**Third ionisation energies of 3d and 4d ions: extrapolation and a Hund term model**

The table holds $d^n \to d^{n-1}$ ionisation energies of the 2+ ions Sc to Zn and Zr to Cd from configuration-average non-relativistic and Dirac-Coulomb Hartree-Fock (ΔSCF, radial basis limit), with Breit and QED parts and NIST values. The program fits only Fe²⁺–Zn²⁺ and Zr²⁺–Cd²⁺, tests screened hydrogenic scaling and a power of $Z$ for the relativistic shift, and predicts Sc²⁺–Mn²⁺ by polynomial extrapolation corrected with the same procedure's miss in 4d. The gap between NIST and Dirac is modelled as a scaled Racah ground-term shift plus a remainder linear in $n$, taken from the 4d series. All predictions fall inside their bars, with worst misses of 0.062 eV (non-relativistic), 0.0054 eV (relativistic shift) and 0.15 eV (NIST), and with a common sign in each column. Extending the 3d remainder line would have missed NIST by up to 1.46 eV, and hydrogenic scaling misses the non-relativistic values by up to 1.83 eV.

Calculated values. Ionisation energies (IE) of 2+ ions of the 3d and 4d series, from B-spline radial atomic code 1 at the basis limit: ΔSCF Hartree-Fock, non-relativistic (configuration average, point nucleus) and Dirac-Coulomb (nl average, Fermi nucleus), without Breit, QED or recoil terms. Breit and QED parts are first-order values on the Dirac orbitals; NIST values run between ground levels.

## Numerical check

```python
# Table: IE (eV) of 3d and 4d M2+ ions, d^n -> d^(n-1); B-spline radial code, configuration-average
# non-relativistic and Dirac-Coulomb Hartree-Fock (Delta-SCF), beside NIST. Tested: smooth
# extrapolation, hydrogenic scaling, Z power of the relativistic shift, Hund term model of NIST - Dirac.
T = {
    'ion': ['Sc2+', 'Ti2+', 'V2+', 'Cr2+', 'Mn2+', 'Fe2+', 'Co2+', 'Ni2+', 'Cu2+', 'Zn2+', 'Zr2+', 'Nb2+', 'Mo2+', 'Tc2+', 'Ru2+', 'Rh2+', 'Pd2+', 'Ag2+', 'Cd2+'],
    'Z': [21, 22, 23, 24, 25, 26, 27, 28, 29, 30, 40, 41, 42, 43, 44, 45, 46, 47, 48],
    'N': [19, 20, 21, 22, 23, 24, 25, 26, 27, 28, 38, 39, 40, 41, 42, 43, 44, 45, 46],
    'configuration': ['[Ar] 3d1', '[Ar] 3d2', '[Ar] 3d3', '[Ar] 3d4', '[Ar] 3d5', '[Ar] 3d6', '[Ar] 3d7', '[Ar] 3d8', '[Ar] 3d9', '[Ar] 3d10', '[Kr] 4d2', '[Kr] 4d3', '[Kr] 4d4', '[Kr] 4d5', '[Kr] 4d6', '[Kr] 4d7', '[Kr] 4d8', '[Kr] 4d9', '[Kr] 4d10'],
    'ion_cfg': ['[Ne] 3s2 3p6', '[Ar] 3d1', '[Ar] 3d2', '[Ar] 3d3', '[Ar] 3d4', '[Ar] 3d5', '[Ar] 3d6', '[Ar] 3d7', '[Ar] 3d8', '[Ar] 3d9', '[Kr] 4d1', '[Kr] 4d2', '[Kr] 4d3', '[Kr] 4d4', '[Kr] 4d5', '[Kr] 4d6', '[Kr] 4d7', '[Kr] 4d8', '[Kr] 4d9'],
    'ie_nr': [23.8778, 25.6668, 27.3447, 28.9395, 30.4696, 31.9472, 33.3813, 34.7787, 36.1446, 37.4831, 21.859, 23.7709, 25.6472, 27.5016, 29.3435, 31.1793, 33.0137, 34.8505, 36.6923],  # eV
    'ie_dirac': [23.7308, 25.5058, 27.1673, 28.7441, 30.2543, 31.7104, 33.1213, 34.4938, 35.833, 37.1432, 21.515, 23.4029, 25.2521, 27.0769, 28.8869, 30.6886, 32.4869, 34.2853, 36.0866],  # eV
    'rel': [-0.147, -0.1611, -0.1773, -0.1954, -0.2153, -0.2368, -0.26, -0.2849, -0.3115, -0.3399, -0.344, -0.368, -0.3951, -0.4247, -0.4566, -0.4907, -0.5269, -0.5652, -0.6056],  # eV
    'breit': [0.00929, 0.00908, 0.0089, 0.0087, 0.00845, 0.00814, 0.00775, 0.00727, 0.00669, 0.006, 0.00856, 0.00842, 0.00829, 0.00815, 0.00797, 0.00776, 0.00749, 0.00716, 0.00675],  # eV
    'qed': [0.00155, 0.00164, 0.00175, 0.00187, 0.00199, 0.00212, 0.00226, 0.0024, 0.00255, 0.00271, 0.00252, 0.00267, 0.00285, 0.00304, 0.00324, 0.00346, 0.00368, 0.00392, 0.00417],  # eV
    'tab': [24.756839, 27.49171, 29.3111, 30.959, 33.668, 30.651, 33.5, 35.187, 36.841, 39.7233, 23.17, 25.04, 27.13, 29.55, 28.47, 31.06, 32.93, 34.8, 37.468],  # eV
    'tab_kind': ['measured', 'measured', 'measured', 'measured', 'measured', 'measured', 'semi-empirical', 'measured', 'measured', 'measured', 'semi-empirical', 'semi-empirical', 'semi-empirical', 'semi-empirical', 'semi-empirical', 'semi-empirical', 'semi-empirical', 'semi-empirical', 'measured'],
    'unc': [1.2e-05, 0.00025, 0.0025, 0.025, 0.012, 0.012, 0.06, 0.019, 0.012, 0.00012, 0.004, None, 0.12, None, None, None, None, 0.3, 0.006],  # eV
}
HELD = [0, 1, 2, 3, 4]  # rows withheld from the fit
import numpy as np
from scipy.constants import physical_constants as pc
Ry = pc['Rydberg constant times hc in eV'][0]; cm = 100*pc['inverse meter-electron volt relationship'][0]
Z = np.array(list(range(21, 31)) + list(range(40, 49))); n = np.where(Z < 35, Z-20, Z-38)
nr, di, rel, br, qe, tab = [np.array(T[k], float) for k in ('ie_nr', 'ie_dirac', 'rel', 'breit', 'qed', 'tab')]
ion = T['ion']; H = list(HELD); kn = np.array([i not in H for i in range(len(Z))])
k3 = kn & (Z < 35); k4 = kn & (Z > 35); l4 = k4 & (n >= 6); gap = tab - di
f = lambda a, d=3: ' '.join('%+.*f' % (d, x) for x in a)
print('All energies in eV. Rounding of IE columns 0.00005; Breit+QED %.4f to %.4f' % ((br+qe)[kn].min(), (br+qe)[kn].max()))
print('non-rel steps Fe..Zn:', f(np.diff(nr[k3]))); print('non-rel steps Zr..Cd:', f(np.diff(nr[k4])))
hyd = {}; pw = {}
for s, k, q in (('3d', k3, 3), ('4d', k4, 4)):
    hyd[s] = np.polyfit(Z[k], q*np.sqrt(nr[k]/Ry), 1); pw[s] = np.polyfit(np.log(Z[k]), np.log(-rel[k]), 1)
    r = Ry*(np.polyval(hyd[s], Z[k])/q)**2 - nr[k]
    print('%s hydrogenic: Zeff slope %.3f per proton, worst residual %.3f; rel shift ~ Z^%.2f' % (s, hyd[s][0], abs(r).max(), pw[s][0]))
def extr(y, deg, name):  # polynomial through d6-d10, corrected by its miss in 4d
    p4 = np.polyfit(n[l4], y[l4], deg); c = {m: y[k4 & (n == m)][0] - np.polyval(p4, m) for m in (2, 3, 4, 5)}
    c[1] = 3*c[2] - 3*c[3] + c[4]; cc = np.array([c[m] for m in n[H]])
    print('4d test, %s, degree %d, true - extrapolated d5..d2: %s; d1 guess %+.4f' % (name, deg, f([c[m] for m in (5, 4, 3, 2)], 4), c[1]))
    return np.polyval(np.polyfit(n[k3], y[k3], deg), n[H]), cc
a, c = extr(nr, 3, 'non-rel'); pn = a + c; en = abs(a - np.polyval(np.polyfit(n[k3], nr[k3], 2), n[H])) + abs(c)
a, c = extr(rel, 2, 'rel shift'); pr = a + c; er = abs(a + np.exp(np.polyval(pw['3d'], np.log(Z[H])))) + abs(c)
pd_, ed = pn + pr, np.hypot(en, er)
# Racah B, C coefficients of the Hund ground terms of d0..d10
gB = [0, 0, -8, -15, -21, -35, -35, -43, -50, -56, -70]; gC = [0, 0, 0, 0, 0, 0, 7, 14, 21, 28, 35]
# further outputs of the same runs: Slater F2, F4 (eV) of Ni2+ 3d, Mo2+ and Pd2+ 4d5/2; zeta Ni2+ (1/cm); radii (bohr)
Ni, Mo, Pd, zNi, rMo, rPd = (12.29592, 7.638249), (7.201074, 4.691098), (9.039088, 5.906407), 763.0051, 1.721962, 1.367633
def shift(m, three):
    F2 = Mo[0] + (Pd[0]-Mo[0])*(m-4)/4; F4 = Mo[1] + (Pd[1]-Mo[1])*(m-4)/4
    if three: F2, F4 = Ni[0]*F2/Pd[0], Ni[1]*F2/Pd[0]
    B, C = F2/49 - 5*F4/441, 35*F4/441
    D = lambda j: (gB[j] + 14/9*j*(j-1)/2)*B + (gC[j] - 7/9*j*(j-1)/2)*C
    return D(m-1) - D(m)
S = np.array([shift(m, z < 35) for m, z in zip(n, Z)]); A = np.c_[S, np.ones(len(n)), n-6]
fit = {}; res = np.zeros(len(n))
for s, k in (('3d', k3), ('4d', k4)):
    fit[s] = np.linalg.lstsq(A[k], gap[k], rcond=None)[0]; res[k] = A[k] @ fit[s] - gap[k]
    print('%s gap = kappa*S + a + b(n-6): kappa %.2f, a %.2f, b %.3f, rms %.2f' % (s, *fit[s], np.sqrt(np.mean(res[k]**2))))
print('ion: NIST-Dirac, NIST-nonrel, term shift S, gap-S, gap-kappa*S, fit residual')
for i in np.where(kn)[0]:
    kp = fit['3d' if Z[i] < 35 else '4d'][0]
    print(ion[i], f([gap[i], tab[i]-nr[i], S[i], gap[i]-S[i], gap[i]-kp*S[i], res[i]], 2))
tc, ru, fe = ion.index('Tc2+'), ion.index('Ru2+'), ion.index('Fe2+')
print('Tc2+ to Ru2+: NIST %+.2f, Dirac %+.2f, gap %+.2f, S %+.2f' % (tab[ru]-tab[tc], di[ru]-di[tc], gap[ru]-gap[tc], S[ru]-S[tc]))
print('non-rel nearer NIST than Dirac in %d of %d known rows' % ((abs(tab-nr) < abs(gap))[kn].sum(), kn.sum()))
print('zeta Ni2+ %.3f; 4d5/2 radius Pd/Mo %.3f; F2 Pd/Mo %.3f' % (zNi*cm, rPd/rMo, Pd[0]/Mo[0]))
assert (np.diff(nr[k3]) > 0).all() and (np.diff(nr[k3], 2) < 0).all()
assert (rel[kn] < 0).all() and all(2 < p[0] < 4 for p in pw.values())
assert tab[ru] < tab[tc] and di[ru] > di[tc]
assert all(0.5 < p[0] < 1.0 for p in fit.values())
r4 = fit['4d'][1] + fit['4d'][2]*(n[H]-6); r3 = fit['3d'][1] + fit['3d'][2]*(n[H]-6); k = fit['3d'][0]
pg = k*S[H] + r4; pt = pd_ + pg
et = np.sqrt(((r4-r3)/2)**2 + ((k-fit['4d'][0])*S[H])**2 + np.mean(res[k4]**2) + ed**2)
print('Withheld rows: predicted +- bar, value, miss (predicted - value)')
g = lambda nm, p, e, v, d: '%s %.*f +- %.*f, %.*f, %+.*f %s' % (nm, d, p, d, e, d, v, d, p-v, 'in' if abs(p-v) <= e else 'OUT')
for j, i in enumerate(H):
    print(ion[i], g('non-rel', pn[j], en[j], nr[i], 3), '|', g('rel', pr[j], er[j], rel[i], 4))
    print(ion[i], g('Dirac', pd_[j], ed[j], di[i], 3), '|', g('NIST', pt[j], et[j], tab[i], 2))
print('Sc..Mn term shift S:', f(S[H], 2), '| gap predicted:', f(pg, 2), '| gap true:', f(gap[H], 2))
print('remainder true:', f(gap[H]-k*S[H], 2), '| 4d line:', f(r4, 2), '| 3d line:', f(r3, 2))
print('NIST miss with 3d line:', f(pd_ + k*S[H] + r3 - tab[H], 2), '| hydrogenic non-rel miss:', f(Ry*(np.polyval(hyd['3d'], Z[H])/3)**2 - nr[H], 2))
print('steps Sc..Fe non-rel:', f(np.diff(nr[H+[fe]])), '| NIST:', f(np.diff(tab[H+[fe]]), 2), '| NIST Mn-Fe predicted %+.2f' % (pt[-1]-tab[fe]))
```

Output:

```
All energies in eV. Rounding of IE columns 0.00005; Breit+QED 0.0087 to 0.0112
non-rel steps Fe..Zn: +1.434 +1.397 +1.366 +1.339
non-rel steps Zr..Cd: +1.912 +1.876 +1.854 +1.842 +1.836 +1.834 +1.837 +1.842
3d hydrogenic: Zeff slope 0.096 per proton, worst residual 0.060; rel shift ~ Z^2.53
4d hydrogenic: Zeff slope 0.186 per proton, worst residual 0.322; rel shift ~ Z^3.12
4d test, non-rel, degree 3, true - extrapolated d5..d2: -0.0019 -0.0087 -0.0266 -0.0662; d1 guess -0.1275
4d test, rel shift, degree 2, true - extrapolated d5..d2: -0.0001 -0.0004 -0.0011 -0.0028; d1 guess -0.0055
3d gap = kappa*S + a + b(n-6): kappa 0.79, a 1.23, b 0.345, rms 0.03
4d gap = kappa*S + a + b(n-6): kappa 0.71, a 1.18, b 0.044, rms 0.06
ion: NIST-Dirac, NIST-nonrel, term shift S, gap-S, gap-kappa*S, fit residual
Fe2+ -1.06 -1.30 -2.84 +1.78 +1.19 +0.04
Co2+ +0.38 +0.12 -1.55 +1.93 +1.61 -0.03
Ni2+ +0.69 +0.41 -1.58 +2.28 +1.95 -0.02
Cu2+ +1.01 +0.70 -1.61 +2.62 +2.28 -0.02
Zn2+ +2.58 +2.24 +0.00 +2.58 +2.58 +0.03
Zr2+ +1.66 +1.31 +0.78 +0.88 +1.10 -0.09
Nb2+ +1.64 +1.27 +0.88 +0.75 +1.01 +0.05
Mo2+ +1.88 +1.48 +0.99 +0.88 +1.17 -0.07
Tc2+ +2.47 +2.05 +2.01 +0.46 +1.04 +0.10
Ru2+ -0.42 -0.87 -2.13 +1.71 +1.10 +0.08
Rh2+ +0.37 -0.12 -1.19 +1.56 +1.22 +0.01
Pd2+ +0.44 -0.08 -1.19 +1.63 +1.29 -0.02
Ag2+ +0.51 -0.05 -1.18 +1.69 +1.36 -0.04
Cd2+ +1.38 +0.78 +0.00 +1.38 +1.38 -0.02
Tc2+ to Ru2+: NIST -1.08, Dirac +1.81, gap -2.89, S -4.14
non-rel nearer NIST than Dirac in 12 of 14 known rows
zeta Ni2+ 0.095; 4d5/2 radius Pd/Mo 0.794; F2 Pd/Mo 1.255
Withheld rows: predicted +- bar, value, miss (predicted - value)
Sc2+ non-rel 23.940 +- 0.375, 23.878, +0.062 in | rel -0.1524 +- 0.0144, -0.1470, -0.0054 in
Sc2+ Dirac 23.788 +- 0.375, 23.731, +0.057 in | NIST 24.75 +- 0.82, 24.76, -0.00 in
Ti2+ non-rel 25.687 +- 0.218, 25.667, +0.020 in | rel -0.1642 +- 0.0091, -0.1611, -0.0031 in
Ti2+ Dirac 25.523 +- 0.218, 25.506, +0.017 in | NIST 27.38 +- 0.63, 27.49, -0.12 in
V2+ non-rel 27.353 +- 0.110, 27.345, +0.009 in | rel -0.1787 +- 0.0052, -0.1773, -0.0014 in
V2+ Dirac 27.174 +- 0.110, 27.167, +0.007 in | NIST 29.16 +- 0.46, 29.31, -0.15 in
Cr2+ non-rel 28.943 +- 0.048, 28.939, +0.003 in | rel -0.1960 +- 0.0028, -0.1954, -0.0006 in
Cr2+ Dirac 28.746 +- 0.048, 28.744, +0.002 in | NIST 30.87 +- 0.31, 30.96, -0.08 in
Mn2+ non-rel 30.470 +- 0.015, 30.470, +0.001 in | rel -0.2155 +- 0.0012, -0.2153, -0.0002 in
Mn2+ Dirac 30.255 +- 0.015, 30.254, +0.000 in | NIST 33.52 +- 0.25, 33.67, -0.15 in
Sc..Mn term shift S: +0.00 +1.06 +1.18 +1.30 +2.68 | gap predicted: +0.97 +1.85 +1.99 +2.13 +3.27 | gap true: +1.03 +1.99 +2.14 +2.21 +3.41
remainder true: +1.03 +1.14 +1.21 +1.18 +1.29 | 4d line: +0.97 +1.01 +1.05 +1.10 +1.14 | 3d line: -0.49 -0.15 +0.20 +0.54 +0.89
NIST miss with 3d line: -1.46 -1.28 -1.01 -0.64 -0.40 | hydrogenic non-rel miss: +1.83 +1.24 +0.80 +0.46 +0.22
steps Sc..Fe non-rel: +1.789 +1.678 +1.595 +1.530 +1.478 | NIST: +2.73 +1.82 +1.65 +2.71 -3.02 | NIST Mn-Fe predicted +2.87
```
